**Question**

In H₃Sn–OH the SnH₃ group is turned about the Sn–O bond, with every bond length and angle held at its value in the minimum. The minimum is staggered. Seen along the bond, one hydrogen on tin lies opposite the O–H bond and two lie at 60° on either side of it. The torsion in the table follows one of those two. At the minimum the O–Sn–H angle is about 103° for the opposite hydrogen and 109° for the other two.

Rigid scan of the H3-O1-Sn2-H4 torsion in gas-phase H₃SnOH (SMILES [OH][SnH3]; atoms in SMILES order, hydrogens last), computed with Ansatz 0.2.0 in the def2-TZVPP basis with a def2 core potential on Sn. The coupled-cluster columns use frozen cores but correlate Sn 4d. Energies at each level are relative to the PBE0-D4/def2-TZVP minimum at 60.0°.

| torsion (°) | CCSD(T) (eV) | PBE0-D4 (eV) | wB97M-V (eV) | HF (eV) | CCSD (eV) |
| --- | --- | --- | --- | --- | --- |
| 60.0 | 0.0000 | 0.0000 | 0.0000 | 0.0000 | 0.0000 |
| 64.6 | 0.0001 | 0.0001 | 0.0001 | 0.0001 | 0.0001 |
| 81.7 | 0.0029 | 0.0024 | 0.0025 | 0.0025 | 0.0028 |
| 98.9 | 0.0086 | 0.0073 | 0.0075 | 0.0071 | 0.0082 |
| 116.0 | 0.0155 | 0.0134 | 0.0137 | 0.0126 | 0.0148 |
| 133.1 | 0.0217 | 0.0193 | 0.0194 | 0.0172 | 0.0208 |
| 150.3 | 0.0260 | 0.0237 | 0.0236 | 0.0200 | 0.0249 |
| 167.4 | 0.0281 | 0.0262 | 0.0258 | 0.0208 | 0.0268 |

(a) At 167.4° the molecule is almost staggered again. Why does the energy not return towards zero, and what would a relaxed scan do?

(b) Where does each level depart from CCSD(T), and can a constant factor repair it?

(c) Which level and which kind of scan should be used for room-temperature populations, and which for torsional levels in a spectrum?

**Model answer**

(a) The three hydrogens are alike, but the frozen angles are not. At 167.4° the followed hydrogen has nearly reached the place opposite O–H, where 103° is preferred, and it still has 109°. The hydrogen that left this place has kept its 103° where 109° is preferred. The molecule is staggered with two angles in the wrong places.

The cost can be estimated. An angle that is off by $\delta$ costs $\tfrac12 k\delta^2$, where $k$ is its bending stiffness, so two such angles cost $k\delta^2$. Here $\delta = 6° \approx 0.10$ rad, and a rough recalled stiffness for such an angle is 2.5 eV/rad². This gives about 0.03 eV, the order of magnitude of the whole rise in the table. The estimate neglects the coupling between angles, so no more than the order of magnitude should be read from it.

Symmetry gives a firmer statement. Start from the minimum, call the opposite hydrogen the followed one, and turn the group by 12.6°. The torsion is then 167.4°, yet the molecule is only 12.6° from a minimum, closer than in the row at 81.7°. Its PBE0-D4 energy is therefore at most 0.0024 eV, and relaxation at that level can only lower it. The rigid value is 0.0262 eV, so at least 0.0238 eV of it comes from the frozen shape. A relaxed scan should fall again after the eclipsed structure at 120° and return to zero at 180°, where the followed hydrogen has taken over the place and the angle of the opposite one.

(b) All four other levels lie below CCSD(T) from 81.7° onwards, but in different ways. HF starts no worse than the hybrids: at 81.7° it is 0.0004 eV low. At 167.4° it is 0.0073 eV low and gives only 74 % of the CCSD(T) energy, against 83 % at 98.9°. No constant factor can mend a curve whose relative error grows like this.

The way the HF error grows suggests its origin. An undistorted SnH₃ group looks the same after every 120°, so its energy must repeat after 120° too. What correlation adds to HF doesn't repeat in this way; it follows $A(1-\cos\theta)/2$, where $\theta$ is the turn away from the minimum. A tilted group gives just such a term. If the preferred tilt $t_0$ stays with the O–H bond while the frozen tilt $t$ turns, the energy $\tfrac12 K|\mathbf t-\mathbf t_0|^2$ rises by $K t t_0(1-\cos\theta)$, where $K$ is the stiffness against tilting.

With $A$ fitted to all eight rows, the result is about 0.012 eV. The formula errs most at 167.4°, by 0.0004 eV, while a fixed fraction of the HF energy errs there by about 0.0011 eV; the printed output below compares the two. On this reading, HF underrates the preference for the tilted shape. That is an inference from the form of the curve, since no structure was optimised with HF.

The hybrids contain correlation through their functionals and close most of the HF gap at 167.4°. They are low by at most 0.0024 eV, at 133.1° for PBE0-D4 and at 150.3° for wB97M-V. The share of the CCSD(T) energy that either hybrid gives grows along the scan, for PBE0-D4 from 85 % at 98.9° to 93 % at 167.4°, so a constant factor would mend them only in part. The two differ from each other by no more than 0.0004 eV, too little to rank them. CCSD behaves most simply: from 81.7° on it gives 95 to 97 % of the CCSD(T) energy, so here a constant factor would work.

(c) For populations the yardstick is the thermal energy, 0.026 eV at room temperature. In its worst row HF makes the Boltzmann weight of a geometry 33 % too high relative to CCSD(T), PBE0-D4 about 10 % and CCSD about 5 %. The rigid scan does more harm than any of these. At 167.4° it lowers the PBE0-D4 weight by a factor of at least $e^{0.0238/0.0257}\approx 2.5$. A relaxed scan with either hybrid is the sensible choice.

For torsional levels the demand is often a few cm⁻¹. On this rigid scan the largest error of wB97M-V is about 19 cm⁻¹, and the step from CCSD to CCSD(T) still reaches 10 cm⁻¹. Both maxima lie at wide angles, where the frozen tilt may contribute, so the errors along a relaxed path could be smaller; they weren't computed. Until they are known, CCSD(T) energies on relaxed structures are the safer choice. At that accuracy a larger basis and spin-orbit coupling should be checked as well, because the present numbers test neither.

Cost supports the same order of work. By formal scaling, doubling the size of the molecule makes HF or a hybrid about 16 times as expensive, CCSD 64 times and the triples step $2^7=128$ times. HF thus offers no saving in scaling over a hybrid. Its large error at wide angles may shrink on relaxation, since it seems to come from the frozen tilt. But if HF underrates the tilt, as (b) suggests, a hybrid is the safer choice for relaxing the structure. Relaxation multiplies the number of hybrid calculations, but it needs no coupled-cluster optimisation.

**Remarks on the reasoning**

The tempting mistake is to read 0.0281 eV, the last CCSD(T) value, as a torsional barrier or as the energy of a second conformer. All five levels show the same steady rise, and their agreement can seem to confirm it. They agree because they were all given the same frozen shape. A better level gives a more accurate energy for that shape, but it can't make the shape the right one.

A good answer therefore checks symmetry before it compares methods. If a turn exchanges equal atoms, the relaxed energy must return to its starting value, and whatever a rigid scan retains there is the price of the frozen distortion. By the formula in (a), this price grows with the square of the difference between the angles. It is thus small for a nearly symmetric group and can mislead for a clearly tilted one. Even a symmetric group may need relaxation where it is eclipsed, if its surroundings are crowded.

The answer should also keep apart two uses of CCSD(T). As a reference for the other levels it is well suited here: no bond is stretched, and the T1 diagnostic, a warning sign for single-reference methods, stays near 0.014. As a prediction of the real torsional motion, the same column fails at wide angles.

Output of the analysis:

```
Level less CCSD(T), in meV:
    row    HF  PBE0-D4  wB97M-V  CCSD
   60.0     0        0        0     0
   64.6     0        0        0     0
   81.7  -0.4     -0.5     -0.4  -0.1
   98.9  -1.5     -1.3     -1.1  -0.4
  116.0  -2.9     -2.1     -1.8  -0.7
  133.1  -4.5     -2.4     -2.3  -0.9
  150.3    -6     -2.3     -2.4  -1.1
  167.4  -7.3     -1.9     -2.3  -1.3
fit of corr_part on 8 rows: coefficient of onefold 0.0118 +/- 0.00025; rms 0.000213, worst 167.4 0.000362, leave-one-out rms 0.000314
fit of corr_part on 8 rows: coefficient of hf 0.2957 +/- 0.017; rms 0.000595, worst 167.4 -0.00115, leave-one-out rms 0.000777
HF as percent of CCSD(T) at 98.9: 82.56
HF as percent of CCSD(T) at 167.4: 74.02
PBE0-D4 as percent of CCSD(T) at 98.9: 84.88
PBE0-D4 as percent of CCSD(T) at 167.4: 93.24
CCSD as percent of CCSD(T) at 98.9: 95.35
CCSD as percent of CCSD(T) at 167.4: 95.37
Thermal energy kT at 298 K, eV: 0.02568
Boltzmann weight too high with HF, worst row, percent: 32.88
Boltzmann weight too high with PBE0-D4, worst row, percent: 9.797
Boltzmann weight too high with CCSD, worst row, percent: 5.193
Largest miss of wB97M-V, cm-1: 19.36
Largest step from CCSD to CCSD(T), cm-1: 10.49
Least excess of rigid over relaxed PBE0-D4 at 167.4, eV: 0.0238
That excess over the PBE0-D4 miss at 167.4, ratio: 12.53
Rough cost of two O-Sn-H angles in the wrong place, eV: 0.02742
```
